1H shifts from PySCF 2.14.0 (GIAO, pcSseg-1, density fitting, gas phase, PBE0-D3(BJ)/def2-SVP geometries), relative to TMS at the same level. The cases, with measured ppm, are CCCNC(C)=O atoms 1, 2, 3 (0.96, 1.55, 3.18) and C=Cc1ccccc1 atoms 2, 6, 5, 4 (6.72, 7.14, 7.21, 7.30). Errors are computed less measured; hydrogens take the number of their heavy atom in SMILES order.

```tsv
level	class	exact exchange, short range (%)	exact exchange, long range (%)	mean signed error (ppm)	mean absolute error (ppm)	largest error (ppm)	case of the largest error	cases too high	slope of computed against reference
LDA	LDA	0	0	0.07	0.17	-0.26	CCCNC(C)=O atom 2	4	1.041
PBE	GGA	0	0	0.00	0.14	-0.26	CCCNC(C)=O atom 2	4	1.020
OPBE	GGA	0	0	0.05	0.16	-0.27	CCCNC(C)=O atom 2	4	1.038
KT2	GGA	0	0	-0.12	0.19	-0.44	C=Cc1ccccc1 atom 2	1	0.978
PBE0	global hybrid	25	25	0.05	0.18	-0.35	CCCNC(C)=O atom 2	4	1.049
wB97X-D	range-separated	22	100	0.04	0.19	-0.39	CCCNC(C)=O atom 2	4	1.056
```

Three sizes organise this table. The measured shifts span about 6 ppm. A typical miss is 0.15 to 0.2 ppm and the worst miss 0.3 to 0.4 ppm. The step in mean absolute error from the best of the six functionals to the worst is 0.05 ppm. The choice of functional therefore moves the average error by about one per cent of the proton scale, and by roughly a third of the error itself. The seven cases come from two molecules, three from N-propylacetamide and four from styrene, so the means describe these molecules alone.

## Reading the columns

A shift is $\delta = \sigma_{\rm TMS} - \sigma$, where $\sigma$ is the isotropic shielding of the proton and $\sigma_{\rm TMS}$ that of the reference at the same level. The error $e$ is the computed shift less the measured one, which comes from published tables, one value a case. Two limits fix the meaning of the error columns. If a level were wrong by a pure offset, the mean signed and mean absolute errors would be equal in size and either none or all seven cases would be too high. If it only scattered, the signed mean would vanish and about half the cases would be too high. Five rows lie near the second limit, with four cases too high and signed means of 0.07 ppm or less. KT2, with one case too high, lies nearer the first. The slope $s$ of computed against measured shift tells whether the scale is stretched: across 6 ppm, a slope of 1.05 is worth 0.3 ppm.

The single errors quoted below were rebuilt from the proton shieldings of the same calculations, averaged over equivalent hydrogens. The TMS shielding was inferred twice for each level, from the largest error and from the mean signed error. The two values agree to 0.01 ppm, and their mean was used. The slope does not depend on this inference and serves as a check: five rows are reproduced to the last digit, while PBE gives 1.0188 against the tabulated 1.020 (and a mean absolute error of 0.134 against 0.14). The origin of that small mismatch is not known, and no conclusion here hangs on it.

## A model of the error

For level $l$ and case $i$ the error can be split into three parts that add:

$$e_{il} = a_l + (s_l - 1)\,(\delta_i^{\rm ref} - \bar\delta^{\rm ref}) + r_i .$$

The first two terms are the least-squares line of computed against measured shift over all seven cases, less the diagonal. A least-squares line passes through the means, so the offset $a_l$ is the mean signed error and $s_l$ is the tabulated slope. The mean of the seven references is $\bar\delta^{\rm ref} = 34.06/7 = 4.87$ ppm. What the line leaves is a remainder, and the physical content of the model is the claim that this remainder belongs to the case and hardly to the level, so that one $r_i$, the average over the six levels, serves for all.

For the ortho protons of styrene (atom 4) at PBE0 the offset is 0.05 ppm, the stretch is $0.049 \times (7.30 - 4.87) = 0.12$ ppm and the mean remainder is $+0.06$ ppm. The sum is $+0.23$ ppm, against a rebuilt error of $+0.24$ ppm. This case entered both the line and the average, so the agreement illustrates the split and is no prediction. The model does worse for the methyl end of the propyl chain (amide atom 1) at wB97X-D: $0.04 + 0.056 \times (0.96 - 4.87) + 0.06 = -0.12$ ppm, against $-0.03$ ppm. A fairer measure is the correlation of each level's remainder with the mean of the other five, which runs from 0.94 for wB97X-D to 1.00 for OPBE. The pattern of misses is, to that degree, the same whichever functional is used.

## LDA: a large change that cancels

The first row shows why protons are forgiving. The shielding of the para proton of styrene is made of a diamagnetic part near 29 ppm and a paramagnetic part near $-5$ ppm, where the carbon that carries it has roughly 250 and $-200$ ppm (the split depends on the convention of the gauge-including orbitals, so only the sizes matter). Hydrogen has no low-lying p shell. The paramagnetic term, which mixes occupied with empty orbitals and makes carbon shieldings so sensitive to the functional, stays small.

LDA still shifts absolute shieldings visibly. The para proton is 0.48 ppm less shielded than in PBE. The change comes from the diamagnetic part, which is lower by 0.65 ppm, while the paramagnetic part gives back 0.16 ppm. The inferred TMS shielding falls as well, from 31.20 to about 30.82 ppm, so only about 0.1 ppm survives in the shift. This cancellation has two limits. A proton that resembles those of TMS, in a methyl group on a saturated atom, should lose nearly all level dependence, and the methyl of the propyl chain does: its error lies between $-0.02$ and $-0.06$ ppm in all six rows. A proton on an sp² carbon resembles TMS least, and the four styrene cases spread by 0.35 to 0.40 ppm across the levels. The two methylene groups fall between, at 0.14 ppm. The numbers show this ordering, and it gives a rule for guessing at a neighbouring molecule: the functional is likely to matter more, the further the proton's bonding departs from that of the reference. LDA pays for it on the ring, where its shifts are about 0.2 ppm too high and its slope rises to 1.041.

## PBE: a zero that is a balance

PBE has the smallest mean absolute error and a signed mean of 0.00 ppm. The zero is a cancellation of sizeable misses: $-0.26$ ppm for the central methylene (amide atom 2), $-0.17$ ppm for the vinyl CH (styrene atom 2), $+0.22$ ppm for the methylene on nitrogen (amide atom 3), and $+0.06$ to $+0.10$ ppm on the ring. Its lead over LDA, OPBE and the two hybrids comes mainly from the three ring protons, its lead over KT2 mainly from the vinyl proton. Taken case by case, the other levels are worse than PBE by 0.03 to 0.06 ppm in mean absolute error, which is 1.0 to 1.5 times the standard error of that paired difference. Even these standard errors flatter the comparison, because three ring protons of one molecule are close to a single observation counted three times. If the measured ring shifts carried a medium effect of a tenth of a ppm, the order of the rows could change. First place for PBE is a fact about this table and no ranking of functionals.

## OPBE and KT2: the carbon is no guide

OPBE keeps the correlation part of PBE and puts another gradient-corrected form in place of its exchange part, so the pair isolates the change of exchange. It leaves the three amide errors within 0.03 ppm of PBE and raises the four styrene shifts by 0.08 to 0.09 ppm. The slope goes from 1.020 to 1.038, nearly back to LDA.

KT2 is the irregular row, the only one with a slope below one, a clearly negative mean and its largest error on the vinyl proton. The rebuilt errors locate the irregularity. Its amide errors are within 0.02 ppm of PBE, while all four styrene shifts lie 0.20 to 0.27 ppm lower. The ring protons then come out 0.10 to 0.15 ppm too low, and the vinyl proton, already low in every row, reaches $-0.44$ ppm.

KT2 is a gradient-corrected form built with the shieldings of atoms such as carbon, nitrogen and oxygen in mind, and its effect on carbon is large: the para carbon is 11.4 ppm more shielded than in PBE. OPBE does almost the same, 10.6 ppm. Yet the attached proton moves by $+0.19$ ppm in KT2 and by $-0.06$ ppm in OPBE. What a functional does for the paramagnetic term of carbon thus says nothing reliable about the proton beside it. A weaker ring current does not account for KT2 either. The out-of-plane shielding probe 1 Å above the ring, NICS(1)zz, changes by 0.20 ppm out of about 25, under one per cent, and the vinyl proton outside the ring moves more than the ring protons do. In the same calculations the terminal vinyl protons and the amide N–H proton are also more shielded than in PBE, so the effect is confined neither to the ring nor to hydrogen on carbon. Its cause is left open.

## PBE0 and wB97X-D: exact exchange stretches the scale

PBE0 replaces a quarter of the PBE exchange by exact exchange and changes nothing else, which makes it the clean test. The slope rises from 1.020 to 1.049. The paired standard error of that step is 0.007, so the stretch is a real difference between the two levels on these molecules, even though each slope alone is uncertain by about 0.025 because of the shared remainder. The stretch acts on both sides of the mean shift, though not evenly: the methyl proton, the lowest of the seven, hardly moves. The ring protons move up by 0.12 to 0.14 ppm, and the two methylene groups move down by 0.07 to 0.09 ppm. That improves the methylene on nitrogen and worsens the central one, whose error grows to $-0.35$ ppm.

The orbital gap is a poor guide to this change. For styrene it more than doubles, from about 3.7 eV in PBE to about 8.9 eV in wB97X-D, while the paramagnetic part at the para proton stays near $-5$ ppm. Theory gives the reason. A magnetic field changes the density matrix at first order by a purely imaginary amount and leaves the density itself unchanged. The Coulomb potential and a local or gradient-corrected exchange potential see only the density and do not respond, so bare orbital energy differences stand in the denominators. Exact exchange does see the imaginary part. It widens the orbital gap and, through the response, restores the attraction between the excited electron and its hole, which takes back most of the widening.

A stronger ring current is a plausible part of the story. NICS(1)zz deepens by 1.40 ppm in PBE0 and 1.87 ppm in wB97X-D, or 6 to 7 per cent. If the ring current deshields an aromatic proton by 1 to 2 ppm (a rough, recalled size) and scales with the probe, the gain is of the order of 0.1 ppm, the right order. It cannot be the whole. The methylene protons of the amide have no ring near them. In wB97X-D the absolute shielding of the para proton even rises by 0.04 ppm relative to PBE, and the larger shift arises because TMS rises more, to about 31.38 ppm.

Straight lines through the six tabulated slopes make the same point. Against the short-range share of exact exchange, least squares gives 0.0014 per percentage point and lowers the scatter only from 0.026 to 0.021. Against NICS(1)zz the scatter is 0.018. Both lines pass near PBE and the two hybrids and miss LDA, OPBE and KT2 by 0.013 to 0.041, as much as the effect they describe. Both variables mainly separate the hybrids from the rest, so six rows cannot tell them apart. One gap that needs no TMS value is telling: from the propyl methyl to the para proton, LDA, OPBE, PBE0 and wB97X-D all give 6.39 to 6.41 ppm against a measured 6.18 ppm. Two functionals without exact exchange overshoot about as far as two with it.

The last row adds full exact exchange at long range and gains 0.007 in slope over PBE0, no more than the paired standard errors of either. The underlying functional differs too, so the step is not a pure test of range separation. The dispersion term is an energy correction and has no effect on shieldings at a fixed geometry.

## What no row repairs

Averaged over levels, the case errors have a root-mean-square size of 0.171 ppm, and the level-specific deviations from them 0.099 ppm. Together they make 0.198 ppm, and the shared part carries $0.171^2/0.198^2 \approx 3/4$ of the squared error. Two gaps within single molecules hold most of it, and neither depends on TMS. The gap between the two amide methylenes is measured as 1.63 ppm and computed too wide by 0.47 to 0.51 ppm at all six levels. The gap from the vinyl CH to the para proton is measured as 0.42 ppm and computed too wide by 0.20 to 0.29 ppm.

An error that stays put from LDA to a range-separated hybrid points first to what the rows have in common: one frozen conformer, no vibration or temperature, no medium, and a small polarised basis of double-zeta quality. The calculations show how sensitive the amide is to geometry. The two protons on the carbon next to nitrogen differ by 1.46 to 1.51 ppm, and those of the central methylene by 0.21 to 0.28 ppm. In a conformer with the whole backbone in a mirror plane both splittings would be zero, so this chain is twisted and one proton sits in strongly different surroundings, probably close to the carbonyl group (the location is a guess). Averaging the pair corresponds to averaging the conformer with its mirror image. It does not bring in the other rotamers of the propyl chain. If the pair average next to nitrogen differs between rotamers by a fifth of the splitting there, about 0.3 ppm, the missing average could account for the miss of about 0.2 ppm at that carbon. The small splitting of the central methylene gives no such support for its larger miss.

Styrene is the opposite limit. Its ortho protons differ by about 0.8 ppm, but a half turn about the ring–vinyl bond leads to an equivalent structure, so the pair average is already the right average over minima. What remains there is the soft torsion about that bond, the zero-point stretch of the C–H bonds and the medium. Many measured proton shifts are for solutions, where a solvent can act differently on an amide that forms hydrogen bonds, on a ring and on TMS. These are candidate causes of a plausible size, and the numbers do not apportion the remainder among them. A fault common to all six functionals, none of which depends on the current density, is not excluded. Relativity is absent as well, but should matter little with nothing heavier than the silicon of the reference.

Linear rescaling removes $a_l$ and the stretch and leaves $r_i$. Fitted to all seven cases it brings the mean absolute errors to 0.11 to 0.14 ppm, with worst misses still 0.22 to 0.33 ppm. When each case is predicted from a line through the other six, the errors are 0.15 to 0.20 ppm. That is better than the raw value for LDA and OPBE, the same for KT2, and worse for PBE and both hybrids. A scaling line drawn through so few cases buys nothing dependable.

## Purpose, accuracy and cost

For telling kinds of proton apart, every row suffices. All six keep the seven shifts in the measured order, although the margin can shrink: the 0.59 ppm between methyl and central methylene contracts to $0.59 - 0.39 + 0.03 = 0.23$ ppm in wB97X-D. For deciding between two candidate structures by absolute shifts, the largest-error column is the one to use, and differences below 0.3 to 0.4 ppm decide nothing at these settings. For absolute shifts good to the spacing of the ring signals, 0.07 and 0.09 ppm, no row is adequate, and even PBE misses the ring by about one spacing.

Differences between like protons are much better than absolute values. The meta–para spacing comes out at 0.10 to 0.12 ppm and the ortho–meta spacing at 0.08 to 0.13 ppm, within 0.05 ppm of measurement in every row, KT2 included. This is the cancellation of the first row again, and it argues for referring aromatic protons to an aromatic standard computed at the same level. The vinyl gap shows that such a standard does not carry over to another kind of sp² proton.

Cost follows from the response argument. LDA and the three gradient-corrected functionals need no iteration for the field, and with density fitting their work grows roughly as the cube of the size, so the four cost about the same. PBE0 needs exchange matrices, roughly a fourth-power step, and iterative coupled equations for three field directions. wB97X-D adds a further exchange build with the range-separated operator. On these cases the extra work returns steeper slopes and no smaller mean absolute errors. A gradient-corrected functional is an adequate start for protons of this kind, with no firm ground here for preferring PBE to OPBE, and with a check on sp² protons if KT2 is chosen for the sake of the carbons. The effort saved is probably better spent on testing an average over rotamers, a model of the medium and a larger basis, none of which was tried here, since three quarters of the squared error lies in the part that a change among these six functionals leaves alone.
